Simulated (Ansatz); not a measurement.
# Strength of the Al–H bond: AlH(OH)2 → Al(OH)2 + H

Species: AlH(OH)2, singlet; Al(OH)2, doublet; H atom, doublet. 

Shapes, held fixed at every level: PBE0-D4/def2-TZVP. Flexible molecules stand in one conformer, not always the lowest. Programs: Ansatz 0.2.0. The zero-point and thermal change to 298 K, harmonic and unscaled (PBE0-D4/def2-TZVP), is -14.5 kJ/mol.

Q: Estimate ΔH(298 K) of this reaction.

A: The highest level, CCSD(T)/CBS estimate, gives ΔH(298 K) = +363.7 kJ/mol; the levels span +276.2 to +363.7. The column of differences is taken from that level and isn't an error. Hartree–Fock misses the correlation of the pair that is broken and comes out low. No measured value is set beside it here. Open shells run unrestricted unless RO is named. The CBS estimate extrapolates MP2 from def2-TZVPP and def2-QZVPP and adds CCSD(T) − MP2 in the triple-zeta set, cores frozen.

```
                level                   kind  ΔH(298 K) (kJ/mol)  less CCSD(T)/CBS estimate
        HF/def2-TZVPP           Hartree–Fock              +276.2                      -87.5
    PBE-D4/def2-TZVPP                    GGA              +333.8                      -29.9
  B3LYP-D4/def2-TZVPP          global hybrid              +355.6                       -8.1
   PBE0-D4/def2-TZVPP          global hybrid              +339.0                      -24.7
r2SCAN0-D4/def2-TZVPP          global hybrid              +344.4                      -19.3
         MP2/def2-SVP    perturbation theory              +337.0                      -26.7
 CCSD(T)/CBS estimate  coupled cluster or CI              +363.7                        0.0
```

Homolysis of the Al–H bond is strongly endothermic at every level, with the coupled-cluster value at +363.7 kJ/mol. The bond joins a diffuse, electropositive aluminium centre to a hydridic hydrogen, and breaking it turns Al(III) into the much less favourable Al(II). The electronegative hydroxyl groups draw aluminium p character into the Al–O bonds, which probably leaves the Al–H bond, and then the radical's singly occupied orbital, rich in 3s. The negative vibrational and thermal term fits the loss of the Al–H stretch and bends, which outweighs the thermal gain from forming two fragments.

All the other levels underbind relative to coupled cluster. PBE and PBE0 differ by far less than either does from that level, so exact exchange alone does not close the gap; the MP2 shortfall probably owes much to its small basis. B3LYP comes closest, but one reaction cannot establish it as the better functional for Al–H bonds in general. Nor does a large homolytic enthalpy imply inertness, since aluminium hydrides usually react by hydride transfer or protonolysis.
